Q: I put copper into the calculation with the cell it has on my bench, where it sits at ambient pressure. The program reports a large negative pressure. Is the crystal wrong, or the theory?

A: Compare copper with the other metals first. Compression counts as positive, so a negative pressure means that the crystal would shrink if its cell were released.

Ansatz 0.2.0, frozen-core PAW, scalar-relativistic; (1) LDA, (2) PBEsol; default datasets, 420 eV, smearing 0.03 to 0.08 eV, k points times cell length 41 to 49 angstrom; parallel spin start on magnetic elements; same cells and meshes. Rows: elements in space group Fm-3m, transition metals. Compression is positive.

```csv
crystal,space group,largest Z,volume (Å³/atom),"pressure, LDA (1) (GPa)","pressure, PBEsol (2) (GPa)","pressure, (2) less (1) (GPa)","cell moment, LDA (1) (muB)","cell moment, PBEsol (2) (muB)"
Ti,225,22,17.35,-8.48,-4.18,4.30,0.00,0.00
Ni,225,28,10.90,-17.07,-9.77,7.30,0.61,0.62
Cu,225,29,11.81,-12.59,-6.54,6.05,0.00,0.00
Rh,225,45,13.78,-11.82,-5.73,6.10,0.00,0.00
Ta,225,73,18.79,-10.66,-5.84,4.82,0.00,0.00
```

For copper the local density approximation, LDA, gives −12.6 GPa. The copper cell has a cubic edge of 3.6 Å, which agrees with the real metal to well within one per cent. A real crystal at rest has practically no pressure, so the calculation is pulling its atoms together too strongly. Most of this pull is the well-known overbinding of LDA.

Q: Every pressure in the table is negative. Does every row then convict the functional?

A: No. The sign is evidence of an error only if the cell is one that nature chooses. Ni, Cu and Rh are face-centred cubic metals, and their cells are close to the known ones. Titanium is hexagonal and tantalum body-centred cubic at ambient conditions, so here both are held in a foreign structure. Their pressures show that LDA wants a smaller cell than PBEsol does, but not which of the two is closer to the truth.

Q: What does LDA get wrong in copper?

A: It treats each point of the crystal as part of a uniform electron gas with the local density $n$. In a metal the density falls steeply on the flanks of each atom, and LDA ignores the exchange energy gained from that unevenness. What counts is the reduced gradient, $s \propto |\nabla n|/n^{4/3}$, which compares the steepness with the local electron wavelength. In the outer tail of an atom $|\nabla n|/n$ is roughly constant, so $s$ grows as $n^{-1/3}$ when the density thins out.

Now expand the crystal. The tails of neighbouring atoms overlap less, so on the flanks of each atom the density drops and falls off more steeply. There $s$ rises, and the neglected energy gain becomes larger. LDA therefore undervalues the expanded crystal more than the compact one, and its energy minimum lies at too small a volume. A functional with a gradient correction, such as PBEsol, restores part of the gain and pushes the atoms apart. The gradient term in correlation works against this, but exchange prevails.

The table shows the resulting push: the pressure rises from LDA to PBEsol in every row. The explanation through $s$ is standard theory, which these pressures agree with but do not test separately.

Q: Can I estimate the push for a metal without running both functionals?

A: Roughly, if it is a transition metal like these. Simple metals such as aluminium lie outside the fit that follows, and its constant should not be carried over to them. Let $\Delta E$ be the PBEsol energy less the LDA energy per atom, and $V$ the volume per atom. Pressure is minus the slope of energy against volume, so the pressure difference is

$$\Delta P = -\frac{d\,\Delta E}{dV} = \frac{C}{V}, \qquad C = -\frac{d\,\Delta E}{d\ln V}.$$

The simple model assumes that $C$ is the same for all these metals: an equal relative expansion changes $\Delta E$ by an equal amount. A fit of this one constant to all five rows gives $C = 0.49$ eV, or 78.8 GPa Å³. One per cent more volume thus lowers the PBEsol energy, relative to that of LDA, by about 0.005 eV per atom.

For copper, with 11.81 Å³ per atom, the estimate is $78.8/11.81 = 6.7$ GPa. The calculation gives 6.05 GPa. Copper was part of the fit, and its miss of about 0.6 GPa is as large as any in the table. The printed output below compares this rule with two simpler ones.

Q: Where does the rule go astray?

A: The order of rhodium and copper shows it. Rhodium atoms occupy more room than those of copper, so the rule predicts a smaller push, yet the two metals have practically the same one. Tantalum also lies above the rule. My guess is that the more extended $d$ shells of these heavier atoms put more electrons into the region where the gradient matters, but two such metals are too few to settle it. Spin-orbit coupling, strongest in tantalum, is also left out of these runs, and its effect on the pressures is untested.

Q: I see something simpler. PBEsol just removes about half of the LDA pressure.

A: In these cells it does: between 48 and 57 per cent of the LDA pressure remains. A fit of the push as a fixed share of the LDA pressure is as good as the volume rule. The trouble appears when you change the cell. Compress copper until its LDA pressure is zero, and the share rule predicts no difference between the functionals. The gradient correction should still push outward there, because its energy gain should still grow as the crystal expands. The volume rule keeps that push, which makes it the more sensible guide when the cell changes, though the table, with one cell per metal, does not test this.

Q: Why does PBEsol stop halfway? Copper is still at −6.5 GPa.

A: Part of the reason is its design. PBEsol uses a weak gradient correction for exchange, suited to densities that vary slowly, as they do in much of a dense solid. For metals with compact $3d$ shells, such as nickel and copper, this is known to leave the cell somewhat too small.

Another part is not the functional's fault. The calculation holds the nuclei still, whereas in your sample they vibrate, and vibrations push the crystal outward. For copper at room temperature, a rough estimate of this pressure is 2 GPa. Even a perfect functional should therefore show a slightly negative static pressure at the measured cell. The atomic datasets, made for a third functional, PBE, may also shift both results; that influence is untested here.

Q: In the end I care about lengths, not pressures. Are copper and rhodium equally wrong in LDA, since their pressures are so close?

A: No, because pressure is error multiplied by stiffness. Divide the pressure by the bulk modulus to get the relative change in volume, then take a third of that for the edge. With a rough bulk modulus of 140 GPa, copper would shrink by about 3 per cent along each edge. Rhodium is about twice as stiff, and its edge would shrink by only about half as much. Both figures come out somewhat smaller once one allows for the metal stiffening as it contracts.

The same pressure can therefore hide a large error in a soft metal or a modest one in a stiff metal. If you build a strained film in the computer, measure its strain from the cell that the chosen functional itself prefers. Starting from the measured cell would add the functional's false tension to the strain you meant to study.

The analysis program printed:

```
Pressures and shift:
  row  PBEsol pressure in % of LDA  shift times volume in GPa A^3  cubic edge in A
   Ti                        49.29                          74.61            4.109
   Ni                        57.23                          79.57             3.52
   Cu                        51.95                          71.45            3.615
   Rh                        48.48                          84.06            3.806
   Ta                        54.78                          90.57             4.22
largest shift over smallest shift: 1.698
largest over smallest shift times volume: 1.268
fit of dP on 5 rows: coefficient of invV 78.83 +/- 3; rms 0.445, worst Cu 0.625, leave-one-out rms 0.551
fit of dP on 5 rows: constant 5.714 +/- 0.53; rms 1.06, worst Ni -1.59, leave-one-out rms 1.32
fit of dP on 5 rows: coefficient of P_1 -0.4654 +/- 0.018; rms 0.437, worst Ni 0.644, leave-one-out rms 0.606
constant of the volume rule in eV per atom: 0.492
largest miss of the volume rule in % of the shift: 12.96
rough edge contraction of Ni with LDA in %: 2.554
rough edge contraction of Cu with LDA in %: 2.445
rough edge contraction of Rh with LDA in %: 1.311
rough edge contraction of Ni with PBEsol in %: 1.588
rough edge contraction of Cu with PBEsol in %: 1.39
rough edge contraction of Rh with PBEsol in %: 0.6701
order of the missing thermal pressure in Cu in GPa: 2.104
```
